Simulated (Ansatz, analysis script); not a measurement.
# Fixed-spin-moment energy of hcp Co in PBE, from the unpolarised state to 4.206 μB per cell

An unpolarised cobalt crystal gains energy by developing a spin moment, yet the moment stops growing at a definite size. The problem is to find how the energy changes as the total moment is forced up from zero, and what brings the growth to a halt. The answer matters for magnetic recording layers and permanent magnets, because the same curve sets both the size of the moment and its resistance to being stretched by a field. The total spin moment $M$ of the two-atom hcp cell is fixed in PBE at the measured geometry, and the free energy $E$ is counted per cell from the run without spin polarisation. A negative energy therefore means that the magnetic state is the more stable one.

## Method

Co (hcp): the measured cell (COD); 2 atom in the cell, atoms and cell held. Ansatz 0.2.0, plane waves with a second PAW set of the program, PBE, collinear spins without spin-orbit coupling, cutoff 900 eV, 18x18x10 k-points, Fermi-Dirac smearing of 0.1 eV. The total moment is fixed by two Fermi energies, one for each spin, and each row is one self-consistent run; the row at M = 0 is the run without spin polarisation.

Notes on method and selection:

- Each run ends in the state reached from its start, which may not be the lowest.
- Only the total moment is fixed, so the moments of the two Co atoms are free to differ in size and sign; other antiparallel orders are not searched for and can lie lower.
- Released from typed moments, the same cell ends ferromagnetic with a net moment of 3.24 muB per cell.
- Stoner picture: E = M^2 (1/(2N) - I/4) for small M, with N the density of states of both spins at the Fermi energy of the unpolarised run and I the Stoner parameter of the cell.
- The unpolarised run has a density of states at the Fermi energy of 5.98 per eV and cell, both spins, broadened by the smearing.
- A blank cell means that the quantity does not apply to the row, or that its run was not made or gave no value that passed the checks named.
- Curves that are not smooth, that do not rise at the largest moment or whose runs differ in settings are not tabled.
- Runs that did not converge, have known faults or may not be shown are not listed, and runs on Ansatz's PAW sets soft_1 and soft_2 are kept to separate tables.

Columns:

- fixed moment (μB/cell): total spin moment of the cell, held fixed.
- Co moment (μB): largest spin moment inside a Co sphere, signed along the total.
- energy from unpolarised (meV/cell): free energy of the cell less that of the run without spin polarisation.
- holding field (T): field that holds the moment, from the split of the two Fermi energies over 2 muB; equals dE/dM over muB, negative where the moment would grow if released; it jumps where a spin channel has a band gap.

Input lines of one member:

```
magnetization:
  spin_polarized: true
  initial_magnetization: 2.294
  spin_locking: { lock_magnetization: hard }
kpoints:
  mp_grid: { grid: [18, 18, 10] }
hamiltonian:
  xc: pbe
  pseudopotentials: { kind: paw, source: ansatz }
scf:
  occupations: { method: fermi_dirac, width: 0.1 }
  max_iter: 120
  convergence: { dr2_threshold: 1.0e-08 }
basis:
  ecutwfc: 900.0
```

Command (options for logging and memory left out): `ansatz run input.yaml --threads 1`

## Table of results

```
member         fixed moment (μB/cell)  Co moment (μB)  energy from unpolarised (meV/cell)  holding field (T)
M = 0 muB      0.000                   –               0.0                                 –
M = 0.382 muB  0.382                   1.102           −23.6                               −551
M = 0.765 muB  0.765                   1.123           ?                                   ?
M = 1.15 muB   1.147                   0.611           −81.5                               −2356
M = 1.53 muB   1.529                   0.814           −140.3                              −2930
M = 1.91 muB   1.912                   1.016           −210.0                              −3332
M = 2.29 muB   2.294                   1.217           −286.4                              −3541
M = 2.68 muB   2.677                   1.417           −364.4                              −3405
M = 3.06 muB   3.059                   1.611           −429.3                              −2066
M = 3.44 muB   3.441                   1.790           −426.3                              2373
M = 3.82 muB   3.824                   1.956           −309.6                              8225
M = 4.21 muB   4.206                   2.113           −75.8                               13741
```

Cells marked ? are withheld until the estimate has been made.

## Reading the trend

Among the members shown, the energy falls to −429.3 meV/cell at 3.059 μB and then rises. The holding field changes sign between 3.059 and 3.441 μB, and a straight line between these rows puts its zero at 3.059 + 0.382 × 2066 / (2066 + 2373) = 3.237 μB/cell. The released cell settles at 3.24 μB, or 3.24 / 2 = 1.62 μB per atom.

The fall is a contest between exchange and band energy. For equal, parallel moments, $E = aM^2 + bM^4$ is drawn through the rows at 1.147 and 1.529 μB. This gives $b$ = (81.5 / 1.147² − 140.3 / 1.529²) / (1.529² − 1.147²) = 1.9 meV/μB⁴ and $a$ = −81.5 / 1.147² − 1.9 × 1.147² = −64.4 meV/μB². In the Stoner picture the band cost is 1000 / (2 × 5.98) = 83.6 meV/μB², so exchange must supply about −64.4 − 83.6 = −148.0 meV/μB², provided the fitted $a$ also holds for small parallel moments.

The same two constants give −64.4 × 2.677² + 1.9 × 2.677⁴ = −363.9 meV at 2.677 μB, where the run gives −364.4. At 3.441 μB they give −64.4 × 3.441² + 1.9 × 3.441⁴ = −496.2 against −426.3, so a further cost has set in. The accepted band picture of cobalt, which these energies alone do not prove, puts it down to the filling of the majority d band: more moment then requires moving electrons into majority states of low density, high in energy. Without this cost the formula would have its minimum at √(64.4 / (2 × 1.9)) = 4.1 μB.

Near the minimum the field rises by (2373 + 2066) / 0.382 = 11620 T per μB, so a laboratory field of 10 T stretches the moment by only about 0.001 μB per cell.

The low end belongs to another magnetic state. At 0.382 μB one atom carries 1.102 μB, more than the whole cell, and its neighbour points the other way. For parallel moments the formula gives −64.4 × 0.382² + 1.9 × 0.382⁴ = −9.4 meV, and the computed −23.6 meV lies below this.

## Prediction

Plain estimates from the members shown:

- M = 0.765 muB, straight-line interpolation between M = 0.382 muB and M = 1.15 muB: w = (0.765 − 0.382) / (1.147 − 0.382) = 0.501, so −23.6 + 0.501 × (−81.5 − (−23.6)) = −52.6 meV/cell

The straight-line value of −52.6 meV joins two different magnetic states, so it is set aside. The Co moment of 1.123 μB at $M$ = 0.765 μB shows that this row still has opposed moments.

For parallel moments the formula gives −64.4 × 0.765² + 1.9 × 0.765⁴ = −37.0 meV. The opposed part, $L$ = half the difference of the two atomic moments, lowers this further. If the energy contains $L^2$, $L^4$ and $L^2M^2$ terms, minimising over $L$ leaves a gain proportional to $L^4$.

In the parallel row at 1.147 μB the sphere moments add up to 2 × 0.611 / 1.147 = 1.065 times $M$, and the row at 1.529 μB gives the same factor. Carried over, this gives $L$ = 1.102 − 1.065 × 0.382 / 2 = 0.899 μB at the lower row and 1.123 − 1.065 × 0.765 / 2 = 0.716 μB here. The gain at 0.382 μB is 23.6 − 9.4 = 14.2 meV, so here it is 14.2 × (0.716 / 0.899)⁴ = 5.7 meV. The estimate is −37.0 − 5.7 = −42.7 meV.

The holding field at 0.382 μB offers a check. The parallel formula has a slope of −2 × 64.4 × 0.382 + 4 × 1.9 × 0.382³ = −48.8 meV/μB there. With $L^2$ linear in $M^2$, the shrinking gain adds 4 × 14.2 × 0.382 × (0.899² − 0.716²) / (0.899² × (0.765² − 0.382²)) = 18.1. The sum is −48.8 + 18.1 = −30.7 meV/μB, against −551 × 0.0579 = −31.9 from the field, where 0.0579 meV/T is the Bohr magneton. Over the step to 0.765 μB this miss amounts to (31.9 − 30.7) × (0.765 − 0.382) = 0.5 meV. The error bar is wider because the neighbour's moment is inferred and enters through a fourth power.

**Committed estimate, M = 0.765 muB: energy from unpolarised = −43 ± 2 meV/cell.**

## Check

```
member         fixed moment (μB/cell)  Co moment (μB)  energy from unpolarised (meV/cell)  holding field (T)
M = 0.765 muB  0.765                   1.123           −43.7                               −1308
```

```
member         estimate       energy from unpolarised (meV/cell)  computed  estimate − computed  miss in error bars
M = 0.765 muB  committed      −43.0                               −43.7     +0.7                 0.4
M = 0.765 muB  interpolation  −52.6                               −43.7     −8.9
```

The estimate of −43 ± 2 meV/cell lies 0.7 meV above the computed −43.7, inside its error bar. The straight line missed by 8.9 meV in the other direction.

Treating the row as a parallel-moment energy plus a gain from opposed moments held. Measured from the parallel formula, the gain is 43.7 − 37.0 = 6.7 meV, against the 5.7 predicted and the 14.2 found at 0.382 μB. The opposed part therefore loses its advantage as the total moment grows, though one row is a thin test of the fourth power.

The reason given for setting the straight line aside was wrong. It was blamed on joining two magnetic states, but a straight line between the same two moments on the parallel formula alone would miss by almost as much: −9.4 + 0.501 × (−81.5 + 9.4) = −45.5 against −37.0 meV. The main fault is curvature: the holding field goes from −551 to −1308 to −2356 T, so the energy falls ever faster and the chord runs below the curve.

## Where the trend breaks

Measured from $E = aM^2 + bM^4$ with the constants already given, the largest departures are at the top of the series. At 4.206 μB the formula gives −64.4 × 4.206² + 1.9 × 4.206⁴ = −544.7 meV, and the run lies 544.7 − 75.8 = 468.9 meV above it. At 3.824 μB the formula gives −64.4 × 3.824² + 1.9 × 3.824⁴ = −535.4 meV, and the run lies 535.4 − 309.6 = 225.8 meV above it. The sign and the steep growth fit a majority d band that is nearly full, so that further moment has to be carried by costly states of low density. At 4.206 μB the two Fermi energies are 2 × 13741 × 0.0579 / 1000 = 1.59 eV apart.

The rows at 0.382 and 0.765 μB depart the other way, by 14.2 and 6.7 meV. These are small energies but a different kind of state, with unequal and opposite moments on the two atoms. They say nothing direct about the Stoner energy of a uniform moment. The zero of the table is likewise the unpolarised state, which need not be the lowest state with zero total moment. That zero is also a free energy at 0.1 eV smearing. Describing the fall as a contest between exchange and band energy left out the entropy of the smeared electrons, which belongs to every energy in the table. To leading order it lowers the unpolarised run by 3.14² / 6 × 5.98 × 0.1² × 1000 = 98 meV/cell. Each magnetic row is lowered by an amount of its own, which is not tabled.

## Summary

For parallel moments from 1.147 to 2.677 μB per cell, the two-term formula reproduces the three rows not used to fix it within 0.5 meV, so a further moment in that range can be estimated to about 1 meV. Above it the formula fails quickly, and below it the magnetic state must be known first.

The free energy at the settled moment follows from the holding field, taken as linear between 3.059 μB and its zero at 3.237 μB: −429.3 − 0.5 × 2066 × 0.0579 × (3.237 − 3.059) = −439.9 meV/cell. In PBE with 0.1 eV Fermi-Dirac smearing, the free energy of this fixed cell thus lies 439.9 / 2 = 220 meV per atom below that of the unpolarised state, or 439.9 / 2000 × 96.5 = 21 kJ per mole of atoms. This is not the energy gain at zero temperature, because the smearing stands for very hot electrons and lowers the unpolarised state by about 98 meV/cell. If a nearly full majority d band leaves the magnetic state with a lower density of states at the Fermi energy, that state is lowered less, and the gain without smearing is larger than the value given here.

Spin-orbit coupling, also left out here, should change the difference between the two states little. It matters more for the moment, since it adds a small orbital part, parallel to the spin, which a magnetisation measurement includes.

[Logs are printed without paths, hosts, clocks, repeated set-up lines and the standing remarks that a program may print on its own settings, such as how far it seeks lower states.]
